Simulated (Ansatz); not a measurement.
## BaSr₃: energy above lowest point against volume scale

Free energy against uniform scaling of the volume at fixed shape and fractions; periodic cell, basis, potentials, k mesh and filling as listed. The results are calculated, by Ansatz 0.2.0.

The cell before it is scaled or strained (space group Fm-3m, No. 225):
```
cell vectors (Å)
   0.0000     4.8750     4.8750
   4.8750     0.0000     4.8750
   4.8750     4.8750     0.0000
atoms (fractions of the cell vectors)
Ba  0.00000  0.00000  0.00000
Sr  0.25000  0.25000  0.25000
Sr  0.75000  0.75000  0.75000
Sr  0.50000  0.50000  0.50000
```

Settings of every row: functional PBEsol; dispersion none; accuracy low; potentials PAW; wave cutoff 500 eV; density cutoff 2000 eV; k mesh 4x4x4; k shift 0x0x0; occupations methfessel paxton; smearing width 0.2 eV; spin none.

Limits: coarse k mesh, up to 40 meV an atom off; loose SCF threshold; minimum outside the range; no spin-orbit coupling, which can matter with elements this heavy; the cell comes from a prototype or a list of computed structures and needn't be the stable phase.

| row | volume scale | V (Å³/atom) | energy above lowest point (meV/atom) |
| --- | --- | --- | --- |
| 1 | 0.92 | 53.294 | 0 |
| 2 | 0.9467 | 54.841 | 3.5 |
| 3 | 0.9733 | 56.382 | 10 |
| 4 | 1 | 57.929 | ? |
| 5 | 1.0267 | 59.475 | 30.2 |
| 6 | 1.0533 | 61.016 | 43.4 |
| 7 | 1.08 | 62.563 | 58.2 |

Question: what energy above lowest point should row 4 give?

Worked fit of energy above lowest point. Take u = (V_r/V)^(2/3) − 1 with V_r = 57.928 Å³ an atom, which is twice the finite (Eulerian) strain; such expansions in the strain, on which the Birch-Murnaghan equation of state is built, carry the rest volume and the bulk modulus. The shown rows have u = 0.05716, 0.03718, 0.0182, -0.01742, -0.03403, -0.05002. Least squares give energy above lowest point = 18.99 − 573 × u + 4214 × u² meV/atom; a straight line predicts inner rows, each left out in turn, worse (root mean square 4.5 against 0.06 meV/atom). The rows lie off it by 0.0, 0.0, 0.0, -0.1, 0.0, 0.0. The withheld row has u = -1e-05, so the fit gives 18.99 − 573 × (-1e-05) + 4214 × (-1e-05)² = 19.0 meV/atom.

The calculation gave 19 meV/atom. The fit meets it to the printed digit.
